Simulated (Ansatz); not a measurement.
Ti$_{3}$O$_{5}$: do energies and stresses tell the same story?

Level of theory: DFT PBEsol, scalar-relativistic, plane waves, PAW in Ansatz.

Plane waves to 420 eV, a k mesh through Γ of 10×10×4 on the computed 16-atom cell and Gaussian smearing (0.10 eV); no spin polarisation.

Relaxed cell: C2/m, a = 9.624 Å, b = 3.850 Å, c = 9.177 Å, α = 90.00°, β = 91.12°, γ = 90.00°, 16 atoms in the primitive cell. Whether it is the stable form of this composition wasn't checked.

Energies at zero smearing and pressures from the stress tensor, at volumes with shape and atoms relaxed:
| V (Å³/atom) | E − E(first) (meV/atom) | P (GPa) |
| --- | --- | --- |
| 9.349 | 0.00 | 27.87 |
| 9.668 | -46.73 | 19.38 |
| 9.987 | -77.61 | 12.00 |
| 10.306 | -94.77 | 5.59 |
| 10.624 | -100.01 | -0.01 |
| 10.943 | -94.85 | -4.81 |
| 11.262 | -80.78 | -8.93 |
| 11.687 | -50.71 | -13.54 |

Task: Check P = −dE/dV between neighbouring volumes, and get the bulk modulus from the pressures alone.

Result: With 1 eV/Å³ = 160.2 GPa:
```tsv
middle V (Å³/atom)	−ΔE/ΔV (GPa)	mean P (GPa)
9.509	23.488	23.626
9.827	15.523	15.689
10.146	8.630	8.794
10.465	2.630	2.793
10.784	-2.593	-2.409
11.102	-7.074	-6.869
11.474	-11.335	-11.234
```

The two differ by 0.21 GPa at most. The mean of two end pressures misses the average over a step by about ΔV² P″/12, up to 0.09 GPa here; with that taken off 0.15 GPa remains. The stress is the derivative of the free energy, not of the energy at zero smearing, and with free energies 0.06 GPa remains. Around V = 10.624 Å³/atom, the two neighbours give B = −V ΔP/ΔV = 10.624 × 10.40 / 0.637 = 173.4 GPa, against B0 = 171.8 GPa from the Birch–Murnaghan fit of the energies.

Spin polarisation was left out, and a magnetic state may lie lower.

A ferromagnetic start lost its moments in a first run, so spin was left out; other magnetic orders weren't tried.

Energies and stresses do tell the same story: both place the minimum at the same volume and give nearly the same stiffness. The small mismatch is systematic, since the mean pressure lies above the energy slope in every interval. Part of this comes from the convexity of P(V). The part removed by using free energies implies that the electronic entropy from smearing grows as the cell expands. This suggests that weaker Ti–O and Ti–Ti overlap narrows the occupied Ti 3d bands and raises the density of states near the Fermi level.

The pressure rises faster on compression than it falls on expansion, as expected when closed-shell repulsion between the ions stiffens the lattice. That curvature cancels in a central difference with equal steps, but the third derivative of P(V) remains and makes it overestimate the steepness slightly, which probably accounts for part of the excess of 173.4 over 171.8 GPa. The agreement shows that the calculation is internally consistent, but it doesn't test how well the functional describes the Ti 3d electrons, because energy and stress share any such error.
